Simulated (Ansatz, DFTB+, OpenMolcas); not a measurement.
# A ladder of methods for P2H2 (SMILES [H]/P=P/[H])

P2H2: 4 atoms, total charge 0, spin state singlet. As SMILES, `[H]/P=P/[H]`. The shape is that of a GFN2-xTB optimisation.

Each level gives the vertical energy of the triplet above the singlet (eV). The values are calculated.

| level | kind | program | value (eV) | CPU time (all runs) |
| --- | --- | --- | --- | --- |
| DFTB3-D3(BJ) | semi-empirical | DFTB+ | 1.64 | under 2 s |
| HF/STO-3G, open shells restricted | Hartree–Fock | OpenMolcas | 0.53 | 3.4 s |
| BLYP/STO-3G | GGA | Ansatz | 2.67 | 2.8 s |
| revPBE/STO-3G | GGA | Ansatz | 2.62 | 2.5 s |
| r2SCAN/STO-3G | meta-GGA | Ansatz | 2.42 | 10 s |
| wB97M-V/STO-3G | range-separated hybrid | Ansatz | 2.28 | 33 s |
| RPA@PBE/STO-3G | RPA | Ansatz | 2.30 | 3.7 s |
| MP2/STO-3G | perturbation theory | Ansatz | 2.17 | 0.25 s |
| MRCI(2,2)/STO-3G | multireference | OpenMolcas | 2.33 | 3 s |
| CCSDTQ/STO-3G | coupled cluster or CI | Ansatz | 2.36 | 17 s |

The values span 0.53 to 2.67 eV. All rows use very small basis sets, so none should be taken for the real molecule's value. Times are those of the runs behind each value, whatever else they computed, on shared processors of several kinds: orders of magnitude only.

Every level places the singlet below the triplet, as expected for a P=P double bond, where the triplet needs an electron promoted into the π* orbital. Hartree–Fock is the outlier at 0.53 eV, against 2.36 eV from CCSDTQ, which should be close to the exact answer within this minimal basis. The missing piece is electron correlation: the singlet keeps more opposite-spin electrons in close company, while exchange already holds the parallel spins of the triplet apart, so a mean-field treatment penalises the singlet. Restricting the open shells cannot be the cause, since that can only raise the triplet.

MP2 already recovers most of the shortfall, and MRCI(2,2) lands at 2.33 eV, so the singlet at this geometry does not appear to be a strongly multireference case. The two GGAs overshoot CCSDTQ, whereas r2SCAN, wB97M-V and RPA lie close to it. A vertical gap does not give the adiabatic one, which is probably smaller because the triplet can relax by stretching and twisting the weakened P–P π bond.
